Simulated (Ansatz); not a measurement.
## Al$_{3}$GaN$_{4}$: moving Ga off its site

Al$_{3}$GaN$_{4}$, Pm, a = 5.043 Å, b = 3.130 Å, c = 5.418 Å, β = 90.0°. The structure is a Materials Project entry; whether it is the stable form wasn't checked. Ansatz: PBEsol, PAW, 420 eV, Γ-centred 6×8×4 mesh on 8 atoms, Gaussian smearing 0.05 eV; no spin polarisation.

```
Al Ga N
1.0
     5.04341    0.00000    0.00011
     0.00000    3.13007    0.00000
    -0.00324    0.00000    5.41799
Al Ga N
3 1 4
Cartesian
  2.5223 1.5650 0.9066
  0.0019 1.5650 4.5230
  0.0044 0.0000 1.7971
  2.5166 0.0000 3.6095
  0.5585 0.0000 3.6102
  0.6170 1.5650 0.9057
  3.1500 1.5650 4.5522
  3.1419 0.0000 1.7679
```

Atom 4 (Ga) moves by x along the unit vector (0.707, -0.707, 0.000), with its periodic images; all else is held. y is the free energy of the cell over the start, F the force along the path summed over the moved atoms.

```
  x (Å) y (meV) F (eV/Å)
-0.3000        ?         ?
-0.2250    391.9      3.46
-0.1500    175.1      2.32
-0.0750     44.1      1.17
 0.0000      0.0      0.00
 0.0750     45.3     -1.22
 0.1500    184.2     -2.50
 0.2250    422.8     -3.88
 0.2625    582.0     -4.62
 0.3000    769.6     -5.39
```

Q: Fit y = c2 x² + c3 x³ + c4 x⁴ to the energies of the other rows, give the force constant, and predict energy and force of the missing row.

A: Least squares on the rows shown. y = 7924.7 x² + 1356.8 x³ + 2426.7 x⁴. The force constant is 2 c2 = 15.8 eV/Å² (for all images moving together, not for a lone atom). The force −dy/dx at the missing row is 4.65 eV/Å (computed 4.60). At x = -0.3000 the fit asked for gives 696.2 meV. The run gave 694.4 meV, so the fit is 1.8 meV too high, a small miss on the scale of the series.

Ga sits in a single, stiff well along this line, with no sign of an off-centre minimum. The well is mostly harmonic but steeper on the positive side, where the energy reaches 769.6 meV against 694.4 meV at the opposite end. The coordinates explain this: Ga has a roughly tetrahedral shell of N, and a positive step points largely at one of these neighbours, while a negative step divides the compression between two bonds. Short-range repulsion in the polar-covalent Ga–N bonds rises faster than the stretched bonds weaken, which probably gives the cubic term its sign. Because Ga lies on a mirror plane normal to b, reversing only the b component of the step leaves the energy unchanged, so the asymmetry needs the component along a, alone or coupled to the square of that along b. The restoring force supports local stability against this displacement only, and a softer direction or a cooperative distortion involving Al and N remains possible.
